**Screened and free-atom M edges from Se to La: equivalent core and Born-Haber cycle**

The table holds M2 ($3p_{1/2}$) and M4 ($3d_{3/2}$) edges of 21 elements from Dirac-Fock ΔSCF with Breit and QED terms, without correlation, for the free atom and for the hole plus one screening electron, beside measured edges. The program tests whether the shift between the two calculations equals the ionisation energy of the next element, and whether the free-atom error equals $I(Z+1) + E_c(Z+1) - E_c(Z) + \delta$, with $\delta$ interpolated between Kr and Xe and most other inputs rough recalled values. The shift is the same for both holes within 0.07 eV and falls short of $I(Z+1)$ by 0.8 eV on average in 14 rows with matching configuration. On ten metals and semimetals the cycle leaves 0.6 eV rms for M4, against 1.3 eV for a constant or a work function plus a constant; for M2 it does better than both only when Cs is set aside. It fails for the halogens, and the computed M2 less M4 gap exceeds the measured one by 2.5 to 4.6 eV in every row except Cs, where the reference values are irregular.

M2 and M4 edges of atoms from Se to La, from Radial Dirac-Fock and Kohn-Sham solver 2: average-of-configuration Dirac-Fock ΔSCF with finite nucleus, first-order frequency-dependent Breit and QED terms. Free-atom edges are from the vacuum level; the screened hole has one added electron and models an edge from the Fermi level. Measured edges are of the element in its standard state.

## Script

```python
# Table: M2 and M4 edges (eV), radial Dirac-Fock Delta-SCF + Breit + QED, free atom and hole + one
# screening electron, with measured edges. Tested: shift = I(Z+1) (equivalent core) and the cycle
# free - measured = I(Z+1) + Ecoh(Z+1) - Ecoh(Z) + delta, delta interpolated between Kr and Xe gas.
T = {
    'ion': ['Se', 'Br', 'Kr', 'Rb', 'Sr', 'Zr', 'Nb', 'Mo', 'Tc', 'Pd', 'Ag', 'Cd', 'In', 'Sn', 'Sb', 'Te', 'I', 'Xe', 'Cs', 'Ba', 'La'],
    'Z': [34, 35, 36, 37, 38, 40, 41, 42, 43, 46, 47, 48, 49, 50, 51, 52, 53, 54, 55, 56, 57],
    'configuration': ['[Ar] 3d10 4s2 4p4', '[Ar] 3d10 4s2 4p5', '[Ar] 3d10 4s2 4p6', '[Kr] 5s1', '[Kr] 5s2', '[Kr] 4d2 5s2', '[Kr] 4d4 5s1', '[Kr] 4d5 5s1', '[Kr] 4d5 5s2', '[Kr] 4d10', '[Kr] 4d10 5s1', '[Kr] 4d10 5s2', '[Kr] 4d10 5s2 5p1', '[Kr] 4d10 5s2 5p2', '[Kr] 4d10 5s2 5p3', '[Kr] 4d10 5s2 5p4', '[Kr] 4d10 5s2 5p5', '[Kr] 4d10 5s2 5p6', '[Xe] 6s1', '[Xe] 6s2', '[Xe] 5d1 6s2'],
    'screening_orbital': ['4p', '4p', '5s', '5s', '5p', '4d', '4d', '4d', '4d', '5s', '5s', '5p', '5p', '5p', '5p', '5p', '5p', '6s', '6s', '6p', '5d'],
    'edge_free_atom_M2': [178.53, 201.16, 225.03, 257.27, 291.31, 356.47, 386.65, 421.42, 461.84, 567.59, 613.47, 661.76, 713.78, 767.86, 824.01, 882.39, 942.86, 1005.5, 1075.9, 1148.9, 1221.6],  # eV
    'edge_screened_M2': [167.1, 188.07, 221.28, 252.58, 287.19, 348.35, 380.11, 413.95, 450.07, 561.42, 606.28, 656.65, 707.45, 760.25, 815.2, 872.18, 931.26, 1002.0, 1071.7, 1145.1, 1214.8],  # eV
    'measured_edge_M2': [166.5, 189.0, 222.2, 248.7, 280.3, 343.5, 376.1, 411.6, 447.6, 559.9, 603.8, 652.6, 703.2, 756.5, 812.7, 870.8, 931.0, 1002.1, 1071.0, 1137.0, 1209.0],  # eV
    'edge_screened_M2_vs_measured_edge_M2': [0.6, -0.93, -0.92, 3.88, 6.89, 4.85, 4.01, 2.35, 2.47, 1.52, 2.48, 4.05, 4.25, 3.75, 2.5, 1.38, 0.26, -0.1, 0.7, 8.1, 5.8],  # eV
    'edge_free_atom_M4': [62.922, 77.643, 93.423, 117.4, 143.02, 190.92, 212.25, 237.88, 268.89, 345.28, 380.68, 418.15, 459.02, 501.59, 545.88, 591.91, 639.67, 689.16, 746.03, 804.91, 863.13],  # eV
    'edge_screened_M4': [51.526, 64.565, 89.671, 112.72, 138.89, 182.85, 205.73, 230.42, 257.14, 339.1, 373.48, 413.04, 452.68, 494.0, 537.0, 581.69, 628.06, 685.71, 741.78, 801.14, 856.27],  # eV
    'measured_edge_M4': [55.5, 70.0, 95.0, 113.0, 136.0, 181.1, 205.0, 231.1, 257.6, 340.5, 374.0, 411.9, 451.4, 493.2, 537.5, 583.4, 630.8, 689.0, 740.5, 795.7, 853.0],  # eV
    'edge_screened_M4_vs_measured_edge_M4': [-3.97, -5.44, -5.33, -0.28, 2.89, 1.75, 0.73, -0.68, -0.46, -1.4, -0.52, 1.14, 1.28, 0.8, -0.5, -1.71, -2.74, -3.29, 1.28, 5.44, 3.27],  # eV
}
import numpy as np
from scipy.constants import physical_constants as pc
el = list(T['ion']); Z = np.array([int(z) for z in T['Z']]); ix = {e: i for i, e in enumerate(el)}
A = lambda k: np.array(T[k], float)
F = {m: A('edge_free_atom_' + m) for m in ('M2', 'M4')}
S = {m: A('edge_screened_' + m) for m in F}; M = {m: A('measured_edge_' + m) for m in F}
# rough recalled values in eV, keyed by Z: first ionisation energy, cohesive energy, work function
IE = {35:12, 36:14, 37:4.2, 39:6.2, 43:7.1, 48:9.0, 49:5.8, 50:7.3, 51:8.6, 52:9.0, 54:12, 55:3.9, 56:5.2}
IE.update({38: 5.69487, 47: 7.57623, 53: 10.4512})  # measured values listed in the outputs of the runs
EC = {34:2.5, 35:1.2, 36:0.12, 37:0.85, 38:1.7, 39:4.4, 40:6.3, 41:7.6, 42:6.8, 43:6.9, 44:6.7, 46:3.9, 47:3.0,
      48:1.2, 49:2.5, 50:3.1, 51:2.8, 52:2.2, 53:1.1, 54:0.16, 55:0.80, 56:1.9, 57:4.5, 58:4.3}
WF = {37:2.2, 38:2.6, 42:4.6, 46:5.1, 47:4.3, 48:4.2, 49:4.1, 50:4.4, 51:4.6, 55:2.1}
gas = np.isin(Z, [36, 54]); met = np.isin(Z, list(WF)); rms = lambda x: float(np.sqrt(np.mean(x**2)))
I1 = np.array([IE.get(z + 1, np.nan) for z in Z])
dE = np.array([np.nan if z in (36, 54) else EC[z + 1] - EC[z] for z in Z])
sh = {m: F[m] - S[m] for m in F}; ef = {m: F[m] - M[m] for m in F}; es = {m: S[m] - M[m] for m in F}
k, x = ix['Kr'], ix['Xe']
dl = {m: ef[m][k] + (ef[m][x] - ef[m][k]) * (Z - 36) / 18 for m in F}
L = {m: es[m] - dE - dl[m] for m in F}; R = {m: ef[m] - I1 - dE - dl[m] for m in F}
gc, gm = F['M2'] - F['M4'], M['M2'] - M['M4']
print("eV. sh=free-screened, ef=free-measured, I-s=I(Z+1)-sh4, dEc=Ecoh(Z+1)-Ecoh(Z)")
print("L=screened err-dEc-delta, R=cycle residual, gap=free(M2-M4)-measured; *=counted; nan=not applicable")
print("el orb    sh2   sh4   ef2   ef4   I-s   dEc    L2    L4    R2    R4   gap")
for i, e in enumerate(el):
    v = [sh['M2'][i], sh['M4'][i], ef['M2'][i], ef['M4'][i], I1[i] - sh['M4'][i], dE[i],
         L['M2'][i], L['M4'][i], R['M2'][i], R['M4'][i], gc[i] - gm[i]]
    print(f"{e:2s} {T['screening_orbital'][i]}{'*' if met[i] else ' '}" + ''.join(f"{u:6.2f}" for u in v))
print("floors eV: shifts 0.01 (M2 Xe-La 0.1); measured 0.05, whole-eV 0.5; recalled 0.05-0.1 (0.5 above 10)")
h = np.sqrt(pc['Rydberg constant times hc in eV'][0]) / 3
for m in F:
    p = np.polyfit(Z, np.sqrt(S[m]), 1); r = np.polyval(p, Z)**2 - S[m]; j = np.argmax(abs(r))
    print(f"{m} sqrt(E scr) slope {p[0]:.3f} (hydrogenic {h:.3f}) eV^0.5, worst {el[j]} {r[j]:+.1f} eV ({100*r[j]/S[m][j]:+.1f}%)")
    a, b = ef[m][~gas], es[m][~gas]
    print(f"{m} 19 non-gas rows: free mean {a.mean():.2f} rms {rms(a):.2f} range {a.min():.2f}..{a.max():.2f};"
          f" screened mean {b.mean():.2f} rms {rms(b):.2f} range {b.min():.2f}..{b.max():.2f}")
    w = np.array([WF.get(z, np.nan) for z in Z])
    for lab, q in (('10 rows', met), ('no Cs', met & (Z != 55))):
        y = ef[m][q]; u = y - w[q]
        print(f"{m} {lab} rms: cycle {rms(R[m][q]):.2f} (mean {R[m][q].mean():+.2f}); const {y.mean():.2f}: {y.std():.2f};"
              f" WF+{u.mean():.2f}: {u.std():.2f}; corr ef~I+dEc {np.corrcoef(y, (I1+dE)[q])[0,1]:.2f}, ef~WF {np.corrcoef(y, w[q])[0,1]:.2f}")
d = abs(sh['M2'] - sh['M4']); print(f"max |sh2-sh4| {d.max():.2f} ({el[d.argmax()]}); Sb {d[ix['Sb']]:.2f}")
ok = ~np.isnan(I1) & ~np.isin(Z, [38, 42]); g = (I1 - sh['M4'])[ok]
print(f"I(Z+1)-sh4, {ok.sum()} rows with matching neutral config (not Sr, Mo): mean {g.mean():.2f}, range {g.min():.2f}..{g.max():.2f}")
q = (Z >= 48) & (Z <= 53); p = np.polyfit(Z[q] - 48, sh['M4'][q], 1)
print(f"5p shift Cd-I: {p[1]:.2f}+{p[0]:.2f}n, max resid {abs(np.polyval(p, Z[q]-48)-sh['M4'][q]).max():.2f}")
for m in F:
    a, b = ix['In'], ix['I']
    print(f"In->I {m} changes: free err {ef[m][b]-ef[m][a]:+.2f}, shift {sh[m][b]-sh[m][a]:+.2f}, screened err {es[m][b]-es[m][a]:+.2f}")
q = (Z >= 40) & (Z <= 46)
print(f"Zr-Pd M2 error spread: free {np.ptp(ef['M2'][q]):.2f}, screened {np.ptp(es['M2'][q]):.2f}")
go = (gc - gm)[Z != 55]; print(f"gap error without Cs: mean {go.mean():.2f}, range {go.min():.2f}..{go.max():.2f}")
print("gap computed/measured: " + ', '.join(f"{e} {gc[ix[e]]:.1f}/{gm[ix[e]]:.1f}" for e in ('I', 'Xe', 'Cs', 'Ba', 'La')))
KO = {'Sr': 301.45, 'Ag': 630.657, 'I': 961.767}  # M2 Koopmans values from the outputs of the same runs
print("M2 Koopmans less free edge: " + ', '.join(f"{e} {v-F['M2'][ix[e]]:.1f}" for e, v in KO.items()))
assert d.max() < 0.11
assert g.min() > 0 and g.max() < 2
assert go.min() > 2 and (gc - gm)[ix['Cs']] < 0
assert rms(R['M4'][met]) < ef['M4'][met].std()
```

Printed output:

```
eV. sh=free-screened, ef=free-measured, I-s=I(Z+1)-sh4, dEc=Ecoh(Z+1)-Ecoh(Z)
L=screened err-dEc-delta, R=cycle residual, gap=free(M2-M4)-measured; *=counted; nan=not applicable
el orb    sh2   sh4   ef2   ef4   I-s   dEc    L2    L4    R2    R4   gap
Se 4p  11.43 11.40 12.03  7.42  0.60 -1.30 -0.87 -0.90 -1.44 -1.51  4.61
Br 4p  13.09 13.08 12.16  7.64  0.92 -1.08 -2.65 -2.68 -3.56 -3.60  4.52
Kr 5s   3.75  3.75  2.83 -1.58  0.45   nan   nan   nan   nan   nan  4.41
Rb 5s*  4.69  4.68  8.57  4.40  1.01  0.85  0.17  0.35 -0.84 -0.66  4.17
Sr 5p*  4.12  4.13 11.01  7.02  2.07  2.70  1.30  1.57 -0.78 -0.50  3.99
Zr 4d   8.12  8.07 12.97  9.82   nan  1.30  0.59  1.64   nan   nan  3.15
Nb 4d   6.54  6.52 10.55  7.25   nan -0.80  1.82  2.62   nan   nan  3.30
Mo 4d*  7.47  7.46  9.82  6.78 -0.36  0.10 -0.77  0.22 -0.40  0.58  3.04
Tc 4d  11.77 11.75 14.24 11.29   nan -0.20 -0.38  0.64   nan   nan  2.95
Pd 5s*  6.17  6.18  7.69  4.78  1.40 -0.90 -0.73  0.11 -2.13 -1.28  2.91
Ag 5s*  7.19  7.20  9.67  6.68  1.80 -1.80  1.10  1.80 -0.71 -0.00  2.99
Cd 5p*  5.11  5.11  9.16  6.25  0.69  1.30 -0.46  0.26 -1.15 -0.43  2.91
In 5p*  6.33  6.34 10.58  7.62  0.96  0.60  0.41  1.00 -0.56  0.04  2.96
Sn 5p*  7.61  7.59 11.36  8.39  1.01 -0.30  0.78  1.33 -0.21  0.32  2.97
Sb 5p*  8.81  8.88 11.31  8.38  0.12 -0.60 -0.20  0.23 -0.40  0.11  2.93
Te 5p  10.21 10.22 11.59  8.51  0.23 -1.10 -0.86 -0.58 -1.10 -0.81  3.08
I  5p  11.60 11.61 11.86  8.87  0.39 -0.94 -2.17 -1.86 -2.57 -2.25  2.99
Xe 6s   3.50  3.45  3.40  0.16  0.45   nan   nan   nan   nan   nan  3.24
Cs 6s*  4.20  4.25  4.90  5.53  0.95  1.10 -3.83 -0.08 -4.83 -1.03 -0.63
Ba 6p   3.80  3.77 11.90  9.21   nan  2.60  2.04  2.49   nan   nan  2.69
La 5d   6.80  6.86 12.60 10.13   nan -0.20  2.50  3.02   nan   nan  2.47
floors eV: shifts 0.01 (M2 Xe-La 0.1); measured 0.05, whole-eV 0.5; recalled 0.05-0.1 (0.5 above 10)
M2 sqrt(E scr) slope 0.934 (hydrogenic 1.230) eV^0.5, worst La -34.2 eV (-2.8%)
M2 19 non-gas rows: free mean 10.74 rms 10.93 range 4.90..14.24; screened mean 3.10 rms 3.84 range -0.93..8.10
M2 10 rows rms: cycle 1.78 (mean -1.20); const 9.41: 1.89; WF+5.59: 1.73; corr ef~I+dEc 0.86, ef~WF 0.42
M2 no Cs rms: cycle 0.96 (mean -0.80); const 9.91: 1.21; WF+5.90: 1.54; corr ef~I+dEc 0.92, ef~WF -0.04
M4 sqrt(E scr) slope 0.930 (hydrogenic 1.230) eV^0.5, worst La -18.6 eV (-2.2%)
M4 19 non-gas rows: free mean 7.68 rms 7.88 range 4.40..11.29; screened mean 0.05 rms 2.48 range -5.44..5.44
M4 10 rows rms: cycle 0.63 (mean -0.29); const 6.58: 1.31; WF+2.76: 1.31; corr ef~I+dEc 0.83, ef~WF 0.39
M4 no Cs rms: cycle 0.57 (mean -0.20); const 6.70: 1.33; WF+2.69: 1.36; corr ef~I+dEc 0.82, ef~WF 0.31
max |sh2-sh4| 0.07 (Sb); Sb 0.07
I(Z+1)-sh4, 14 rows with matching neutral config (not Sr, Mo): mean 0.78, range 0.12..1.80
5p shift Cd-I: 5.05+1.30n, max resid 0.07
In->I M2 changes: free err +1.28, shift +5.27, screened err -3.99
In->I M4 changes: free err +1.25, shift +5.27, screened err -4.02
Zr-Pd M2 error spread: free 6.55, screened 3.33
gap error without Cs: mean 3.31, range 2.47..4.61
gap computed/measured: I 303.2/300.2, Xe 316.3/313.1, Cs 329.9/330.5, Ba 344.0/341.3, La 358.5/356.0
M2 Koopmans less free edge: Sr 10.1, Ag 17.2, I 18.9
```
